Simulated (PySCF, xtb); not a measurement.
**HNOP: 4 structures ranked**

4 gas-phase structures of HNOP, found in a search over its isomers (lower ones may exist). Each was relaxed with GFN2-xTB:

A. `ON=[P]`, a doublet
B. `N1O[P]1`, a doublet
C. `[N]=PO`, a doublet
D. `[NH]P=O`, a doublet

**Question.** Estimate their order in r2SCAN-D4/def2-SVP energy at these geometries, lowest first.

**Answer.** Calculated order at r2SCAN-D4/def2-SVP: D (0.0), C (23.6), A (113.0), B (143.6) kJ/mol. CCSD(T)/def2-SVP after further relaxation puts C lowest instead.

Energies above the lowest of each column, in kJ/mol; the last columns are at PBE0-D4/def2-SVP geometries and were run for some of them only (a dash: not run or not comparable):

| structure | GFN2-xTB | HF/STO-3G | r2SCAN-D4/def2-SVP | PBE0-D4/def2-SVP | CCSD(T)/def2-SVP |
| --- | --- | --- | --- | --- | --- |
| D | 0.0 | 43.4 | 0.0 | 0.0 | 34.7 |
| C | 53.8 | 54.2 | 23.6 | 11.9 | 0.0 |
| A | 117.7 | 0.0 | 113.0 | 97.4 | 94.6 |
| B | 88.9 | 11.8 | 143.6 | – | – |

CCSD(T)/def2-SVP puts C lowest of those it was run on; GFN2-xTB picks D, HF/STO-3G picks A, r2SCAN-D4/def2-SVP picks D, PBE0-D4/def2-SVP picks D. CCSD(T)/def2-SVP orders those it was run on as C (0.0), D (34.7), A (94.6) kJ/mol. Flexible structures stand in one conformer each, not always the lowest. Frequencies (GFN2-xTB) were run for A, C, D alone. Open shells are spin-unrestricted, some with notable spin contamination. Large T1 diagnostics make some coupled-cluster values less sure.

Over these structures GFN2-xTB departs from r2SCAN-D4/def2-SVP by 24.9 kJ/mol on average once a common shift is removed. A GFN2-xTB relaxation took about 0.053 s and the r2SCAN-D4/def2-SVP energy about 27 s on a shared host (PySCF 2.14.0, xtb 6.7.1).

The firmest pattern is the preference for phosphorus in the middle. C and D, in which P binds both N and O, lie below A in every column except HF/STO-3G, and below the ring B wherever B was computed, with the same exception. Both favoured isomers keep a strong, polar P–O bond and avoid the weak N–O bond, which is destabilised by repulsion between adjacent lone pairs. B does have a P–O contact, but it also contains an N–O bond and pays for the strain of a three-membered ring. HF/STO-3G inverts the pattern, probably because a minimal basis without polarisation functions describes bonding at phosphorus poorly.

C and D differ only in whether hydrogen sits on oxygen or nitrogen, and their order is not settled: PBE0 favours D by 11.9 kJ/mol, whereas CCSD(T) favours C by 34.7 kJ/mol. The case for central phosphorus therefore doesn't extend to naming a ground-state isomer. Nor do the relative energies show how readily hydrogen transfer would interconvert the two.
